# From PBE to HSE06 bands: one shift, or a stretch as well?

## The question

At four known points of the band structure, passing from PBE to the costlier HSE06 raises the lowest empty band of this oxide by about 1.6 eV. Among these points, that rise varies by only about a tenth of an electronvolt. If the pattern holds throughout, a cheap calculation and a single correction would replace much of the costlier one.

The table lists four levels at each named k point, where a k point labels how the phase of an electron wave changes from cell to cell. The levels v1 and v2 are the highest and second-highest filled ones, and c1 and c2 are the lowest and second-lowest empty ones. Each level of theory puts its zero at its own valence top, the highest filled level found anywhere.

Ansatz 0.2.0 plane-wave PAW calculations, without spin polarisation, for rutile-based Ti3SnO8 (12-atom cell, space group Cmmm) at its r2SCAN geometry. The cheaper level is PBE (6×6×4 k mesh) and the costlier one HSE06 (4×4×4), both with a 420 eV cutoff. Energies are from each level's own valence top; v1 is the highest filled band and c1 the lowest empty one.

| point name | band v2, cheaper level (eV) | band v1, cheaper level (eV) | band c1, cheaper level (eV) | band c2, cheaper level (eV) | band v2, costlier level (eV) | band v1, costlier level (eV) | band c1, costlier level (eV) | band c2, costlier level (eV) |
| --- | --- | --- | --- | --- | --- | --- | --- | --- |
| Gamma | ? | ? | ? | ? | ? | ? | ? | ? |
| Y | ? | ? | ? | ? | ? | ? | ? | ? |
| Z | -0.640 | -0.391 | 2.177 | 2.359 | -0.667 | -0.413 | 3.750 | 3.974 |
| A_0 | -0.949 | -0.685 | 2.421 | 2.583 | -1.037 | -0.651 | 4.056 | 4.264 |
| S | -0.784 | -0.700 | 2.094 | 2.419 | -0.830 | -0.718 | 3.637 | 4.018 |
| R | -0.823 | -0.635 | 2.419 | 2.489 | -0.832 | -0.683 | 4.002 | 4.079 |

The results at Gamma and Y are still hidden. The task is to say what must be added to their PBE levels to reach HSE06.

## Why the empty bands rise

An electron does not repel itself. PBE removes this false self-repulsion only in part, and the remainder pushes the filled states up. HSE06 replaces a quarter of the short-range PBE exchange by exact exchange, which binds a filled state more strongly than an empty one. The distance between filled and empty states therefore grows.

Because the zero is tied to the valence top, any common fall of the filled levels disappears from the table. The whole change in distance shows up as a rise of the empty levels. This is why v1 and v2 hardly move at the four known points while c1 climbs by about 1.6 eV.

The rise should be nearly the same for states built from similar orbitals, since the exchange correction then acts on similar charge clouds. By ordinary chemistry, the filled states near the gap are mainly oxygen 2p and the lowest empty ones mainly titanium 3d, perhaps with some tin 5s. The table gives no orbital characters, so this part of the argument is not tested here. It does suggest where a single shift should become less reliable: where the make-up of the bands changes.

## Rigid shift or stretch?

The simplest model adds one constant to every c1 level:

HSE06 c1 ≈ PBE c1 + Δ

Here Δ is the mean rise at the four known points: (1.573 + 1.635 + 1.543 + 1.583)/4 ≈ 1.58 eV. The second-lowest empty band gets its own constant, 1.62 eV, found in the same way. The filled levels are left where PBE puts them.

A stretch is also conceivable. Exact exchange depends on how a state extends through space, and this can widen bands as well as move them. At all four known points c2, by definition the higher of the two empty levels, also rises more than c1. A straight line that lets the rise of c1 grow with its PBE energy does slightly better than the constant when each known point in turn is forecast from the other three.

Two points warn against trusting that line. A_0 and R have almost the same c1 in PBE, 2.421 and 2.419 eV, yet their rises differ by about 0.05 eV. Energy alone therefore cannot fix the rise. Four points also hold a slope only weakly, and it would become risky if a new level lay outside their energy range. The forecast therefore uses the rigid shift.

## The forecasts

The ranges are roughly two to three standard deviations, judged from the four known points.

- **Lowest empty level, c1:** at both Gamma and Y, the PBE value plus 1.58 eV, within 0.10 eV.
- **Second empty level, c2:** at both points, the PBE value plus 1.62 eV, within 0.12 eV.
- **Filled levels:** at both points, v1 stays within 0.08 eV of its PBE value and v2 within 0.12 eV.
- **Valence top:** Gamma holds it or nearly so, with its HSE06 v1 between −0.05 and 0 eV.

The last forecast rests on two facts. Every known v1 lies below zero, so the top must be somewhere else. The parent rutile oxides TiO₂ and SnO₂ both have their valence tops at Gamma.

## The computed levels

The withheld rows as computed:

| point name | band v2, cheaper level (eV) | band v1, cheaper level (eV) | band c1, cheaper level (eV) | band c2, cheaper level (eV) | band v2, costlier level (eV) | band v1, costlier level (eV) | band c1, costlier level (eV) | band c2, costlier level (eV) |
| --- | --- | --- | --- | --- | --- | --- | --- | --- |
| Gamma | -0.570 | 0.000 | 1.765 | 2.389 | -0.561 | 0.000 | 3.363 | 4.025 |
| Y | -0.934 | -0.690 | 1.851 | 2.595 | -1.006 | -0.741 | 3.460 | 4.184 |

Gamma serves as the worked case, and it took no part in finding the constant. Its PBE c1 is 1.765 eV. Adding 1.584 eV gives 3.349 eV, and HSE06 gives 3.363 eV. The forecast is too low by about 0.01 eV, a small fraction of the rise itself.

At Y the forecast for c1 is too low by about 0.03 eV. For c2 it is too low by about 0.01 eV at Gamma and too high by about 0.03 eV at Y. All four empty levels fall well inside their ranges.

The filled levels also stay within their ranges, though less impressively. At Y both sink, v1 by about 0.05 eV and v2 by about 0.07 eV, while v2 at Gamma rises by about 0.01 eV. The assumption of no change is thus good to within the stated ranges, but it cannot say which way a level moves.

At Gamma v1 does not change in the last printed digit. That is the mark of a point that supplies the zero at both levels of theory, and it agrees with the forecast that the valence top lies there. For the same reason, the perfect agreement of this one level is no success of the model: the choice of zero enforces it.

## Why the stretch failed

The straight line misses c1 by about 0.11 eV at both new points, several times the error of the constant. Both levels lie lower in PBE than any of the four used to find the slope. The line had learned that lower levels rise less, and it carried this lesson downwards to rises of about 1.5 eV.

The computed rises are 1.598 eV at Gamma and 1.609 eV at Y, larger than at Z, S and R. The lowest levels therefore do not rise least. Y also breaks the other sign of a stretch, because there c2 rises slightly less than c1. What looked like a trend with energy was a feature of a few points.

The remaining differences between points may reflect changes in orbital make-up, or in part the different k meshes of the runs, but that is a guess. Testing the first idea would require the share of titanium, tin and oxygen in each state, which is not available here.

## Where one shift is not enough

A_0 shows the limit most clearly. Its two highest filled levels are 0.264 eV apart in PBE and 0.386 eV apart in HSE06. A common shift moves both levels together and cannot change their separation. The cause of this widening remains open.

The two levels of theory were also run on different k meshes, and no test shows how much this matters. Changes of a few hundredths of an electronvolt among the filled levels should therefore not be read as physics. The rise of the empty bands is far larger than such changes.

## What to use it for

For this crystal, a PBE band structure plus one constant per empty band reproduces the HSE06 levels at the six named points to better than 0.1 eV. That is accurate enough to place the empty bands. It is not accurate enough to settle which of two levels lies lower when they differ by only a few hundredths of an electronvolt.

The correction matters greatly for the band gap, the least energy between filled and empty states. At both levels of theory the valence top and the lowest empty level lie at Gamma, on the k mesh as well as among the named points. The gap found is therefore direct, 1.76 eV in PBE and 3.36 eV in HSE06, so the cheaper level gives about half the costlier value. Both numbers describe a hypothetical ordered crystal whose stability has not been shown, so they compare two calculations and do not predict a measured gap.

The agreement at Gamma and Y supports the rigid shift as a working rule here. It does not by itself prove the exchange argument, but the runs' raw energies add a clue. Before the zero is moved to the valence top, that top falls by 1.05 eV from PBE to HSE06, while the lowest empty level climbs by 0.55 eV. If the two runs share a common energy scale, as expected for the same cell and atoms, most of the opening comes from filled states sinking. That is what stronger binding by exact exchange should do. The smaller climb of the empty level is expected too: an empty state loses part of the attractive PBE exchange and gets less exact exchange in return. The printed output below gives both fits to the four known points and their misses at the two new ones.

Numerical output:

```
fit of d_c1 on 4 rows: constant 1.584 +/- 0.019; rms 0.0332, worst A_0 -0.0515, leave-one-out rms 0.0442
  rows outside the fit (model, value, miss): Gamma 1.584, 1.598, -0.0145; Y 1.584, 1.609, -0.0255
fit of d_c1 on 4 rows: constant 1.157 +/- 0.21, coefficient of point_c1 0.1873 +/- 0.092; rms 0.019, worst R 0.027, leave-one-out rms 0.0374
  rows outside the fit (model, value, miss): Gamma 1.487, 1.598, -0.111; Y 1.504, 1.609, -0.105
Changes from PBE to HSE06 and forecast HSE06 levels (eV):
    row  change v2  change v1  change c1  change c2  c1 rigid forecast  c1 stretch forecast  c2 rigid forecast  c2 forecast less computed
  Gamma      0.009          0      1.598      1.636              3.349                3.252               4.01                   -0.01475
      Y     -0.072     -0.051      1.609      1.589              3.434                3.355              4.216                    0.03225
      Z     -0.027     -0.022      1.573      1.615              3.761                3.742               3.98                    0.00625
    A_0     -0.088      0.034      1.635      1.681              4.005                4.031              4.204                   -0.05975
      S     -0.046     -0.018      1.543      1.599              3.678                3.643               4.04                    0.02225
      R     -0.009     -0.048      1.583       1.59              4.003                4.029               4.11                    0.03125
mean rise of c2 over the four known points (eV): 1.621
spread of the c1 rise over the four known points, largest less smallest (eV): 0.092
PBE c1 at A_0 less that at R (eV): 0.002
rise of c1 at A_0 less that at R (eV): 0.052
splitting of v1 and v2 at A_0, PBE (eV): 0.264
splitting of v1 and v2 at A_0, HSE06 (eV): 0.386
lowest c1 among the six named points, PBE (eV): 1.765
lowest c1 among the six named points, HSE06 (eV): 3.363
```
